A metal has electronic levels that cross the Fermi energy, and a calculation samples them only at a finite mesh of k points. A level that lies just below the Fermi energy at one point may lie just above it at the next, so the sum over filled levels depends on where the points fall. Smearing softens this by letting the occupation fall from full to empty over an energy range, the occupation width $\sigma$. The problem below asks what the choice of $\sigma$ can repair in metallic Hf₂N, treated with the r2SCAN functional, and what it cannot.

Hf₂N (P4₂/mnm, 6 atoms per cell) at fixed atoms, computed with Ansatz 0.2.0 (plane-wave PAW, scalar-relativistic, r2SCAN, no spin polarisation, 500 eV cutoff). Rows use Gaussian smearing on a 4×4×6 k mesh; the reference uses Gaussian smearing of 0.1 eV on an 8×8×12 mesh. Energy is extrapolated to zero smearing, and pressure is positive in compression.

```csv
occupation width (eV),energy less reference (meV/atom),free energy less reference (meV/atom),pressure less reference (GPa),largest force change (eV/Å)
0.01,-2.74,-1.76,-0.028,0.0835
0.05,-2.75,-2.00,-0.031,0.0752
0.1,-2.79,-2.71,-0.033,0.0647
0.2,-2.93,-5.40,-0.001,0.0372
0.4,-2.60,-15.8,0.122,0.0117
```

Two energies appear in the table. The free energy is the quantity that the smeared calculation minimises, and the forces and the pressure are its derivatives. The column "energy less reference" uses instead the energy extrapolated back to zero smearing. All rows use the coarse mesh, while the reference has twice as many divisions in each direction and a width of 0.1 eV.

**(a)** Which row shows the error of the coarse mesh alone, and how large is it?

*Solution.* It is the row at 0.1 eV, because it shares the width and the occupation rule with the reference and differs only in the mesh. The coarse mesh puts the energy 2.79 meV/atom too low and changes the force components by up to 0.065 eV/Å. Every other row mixes this mesh error with the effect of a different width. The errors are relative to the denser mesh, whose own remaining error isn't known here.

**(b)** Can a narrower width bring the energy at zero smearing closer to the reference?

*Solution.* Hardly at all. Between 0.01 and 0.4 eV this energy varies by only 0.33 meV/atom, about an eighth of the mesh error found in (a). The extrapolation to zero smearing removes most of what the width does to the energy, but it adds no k points. A narrow width gives a sharp answer for the levels that were sampled, and those are still too few.

**(c)** Why does the free energy fall so steeply at large width, and by what factor should the effect grow when the width is doubled?

*Solution.* Smearing moves electrons from levels just below the Fermi energy to levels just above it. A wider range contains more electrons that can move, and each of them moves further in energy. Both the number and the distance grow in proportion to $\sigma$, so the effect grows as $\sigma^2$. Doubling the width should make it four times as large.

The sign follows from two contributions. Let $g$ be the number of levels per eV and atom near the Fermi energy, counted with both spins and taken as constant, and let the occupation step be smeared with a Gaussian proportional to $\exp(-\varepsilon^2/\sigma^2)$, where $\varepsilon$ is the energy from the Fermi level. Moving the electrons up costs $g\sigma^2/4$, while the entropy-like term that belongs to the smearing lowers the free energy by twice as much. With $E_0$ for the energy at zero smearing, the free energy is then

$$F(\sigma)=E_0-\tfrac14\,g\,\sigma^2 .$$

The size can be taken from the reference run, so that no constant has to be adjusted to the rows. Its entropy-like term is 0.0120 eV for the cell of six atoms, and half of that, shared among the atoms, places $F$ 1.00 meV/atom below $E_0$ at 0.1 eV. A width of 0.4 eV is four times as large, so the estimate is $16\times1.00=16.0$ meV/atom.

The table gives the value to compare with. At 0.4 eV the two energy columns differ by $-15.8-(-2.60)=-13.2$ meV/atom, and adding the reference's own $-1.00$ gives $-14.2$. The estimate is thus 13 % too large. From 0.05 to 0.4 eV it stays within about 15 % of the computed term, as expected if the level density, averaged over the smeared range, is roughly constant and much the same on both meshes.

The row at 0.01 eV is the exception, with about 0.02 meV/atom where the estimate gives 0.01. So narrow a range catches only the few sampled levels that happen to lie next to the Fermi energy, and a smooth level density is then a poor description. That is the likely reason for the misfit, which has no practical weight at this size.

**(d)** The free energy is closest to the reference at 0.01 eV. Does the narrowest width sample the metal better?

*Solution.* No. The free-energy error there is only $-1.76$ meV/atom because the reference free energy is itself lowered by its smearing of 0.1 eV. Measured from the reference energy at zero smearing, the same free energy is $-1.76-1.00=-2.76$ meV/atom off, which is practically the mesh error of (a). The narrow width has removed the smearing term and left the sampling as it was.

**(e)** The pressure error almost vanishes at 0.2 eV. Is this width therefore the right one for the coarse mesh?

*Solution.* Not on this evidence, since the physics of (c) suggests a cancellation. When a metal expands, its bands usually become narrower and the level density $g$ rises, so the smearing term lowers the free energy more. The smeared metal gains by expanding, which appears as an additional positive pressure. This pressure grows with width, whereas the mesh error at 0.1 eV is negative.

The size can be estimated if $g$ grows as a power $n$ of the volume, with $n=2/3$ for free electrons and $n=5/3$ for d bands. From 0.1 to 0.4 eV the smearing term grows by $14.2-0.9=13.3$ meV/atom. Divided by the volume of 15.25 Å³ per atom, this is 0.14 GPa, to be multiplied by $n$.

The bracket is therefore 0.09 to 0.23 GPa, and the computed rise is 0.155 GPa. At 0.2 eV the computed rise of 0.032 GPa also lies within its bracket, and it happens to match the mesh error of $-0.033$ GPa. Below 0.1 eV the estimate fails: it asks for a slightly lower pressure, while the computed one is higher by up to 0.005 GPa. The mesh error evidently shifts with width too, and the table doesn't show by how much at 0.2 eV, so the cancellation there is plausible but not proved.

There is a second reason for distrust, since the pressure is an average over three directions. At 0.01 eV the stress is 0.15 GPa too high along each of the two equal axes and 0.38 GPa too low along the short one. The average error is only $-0.03$ GPa. A cell whose shape is free to relax would respond to the separate stresses, so a good pressure is no evidence of a good shape.

**(f)** The force change shrinks at every step to a larger width. Are the forces at 0.4 eV reliable?

*Solution.* They are closer to the reference, but not yet good. The force change falls by a factor of seven from the narrowest to the widest smearing. This is what smoothing should do. Each sampled level adds to the force in proportion to its occupation, and it stands for a whole region of k points around it. With a narrow width, a level near the Fermi energy counts almost fully or hardly at all, although only part of its region may be filled. A wider smearing gives it a partial weight, which usually brings the sum over few points closer to the sum over many.

The error has to be judged against the force itself. In the reference run the nitrogen atoms feel no force, and the largest component on hafnium is only 0.012 eV/Å. At 0.1 eV the change caused by the coarse mesh is more than five times this component. A relaxation started with that setting would mainly follow the mesh error.

At 0.4 eV the change is still as large as the reference component. As the table gives only its size, the force on the coarse mesh could be nearly zero or about twice the reference value. Nor is it known how much of the improvement is real, because the wide smearing also shifts the forces, and this shift may offset part of the mesh error. A run on the dense mesh at 0.4 eV would separate the two.

The same run would help with a puzzle left by (b). If smoothing helps the forces so much, it ought to reduce the mesh error of the energy as well, yet this energy is still 2.60 meV/atom too low at 0.4 eV. The energy error may depend little on the levels near the Fermi energy, or a remaining width error may hide the improvement. The table can't tell which.

**(g)** What would change with a Methfessel–Paxton occupation rule, or if the material were an insulator?

*Solution.* A Methfessel–Paxton rule shapes the occupation step so that the $\sigma^2$ term of the free energy cancels. The steep fall in the free-energy column would largely disappear, and with it most of the pressure that the width adds. A moderately wide smearing could then be used with less harm to forces and stresses. The k points would remain as sparse as before, so the rule is no substitute for a denser mesh.

In an insulator there are no levels at the Fermi energy for the smearing to act on. As long as the width is much smaller than the gap, $g$ is zero where it counts and the free energy hardly depends on $\sigma$. In another metal the smearing term would scale with the level density: twice as many levels at the Fermi energy would double it at the same width.

**(h)** Which digits can be trusted, and what should be improved first?

*Solution.* On the coarse mesh the energy is uncertain by about 3 meV/atom at every width, so its decimals carry no information about Hf₂N itself. They are useful only for comparing widths on this one mesh. A comparison of two crystal structures that differ by a few meV/atom would not be safe, because different cells have different mesh errors.

The mesh should come first, since no width in the table repairs energy and forces together. With a denser mesh, a width near 0.1 eV is a reasonable start, as its smearing term is only about 1 meV/atom and the extrapolation removes most of that from the energy. Forces and stresses have no such correction here. They should be checked by changing the mesh at fixed width and then the width at fixed mesh, with each stress component looked at separately.
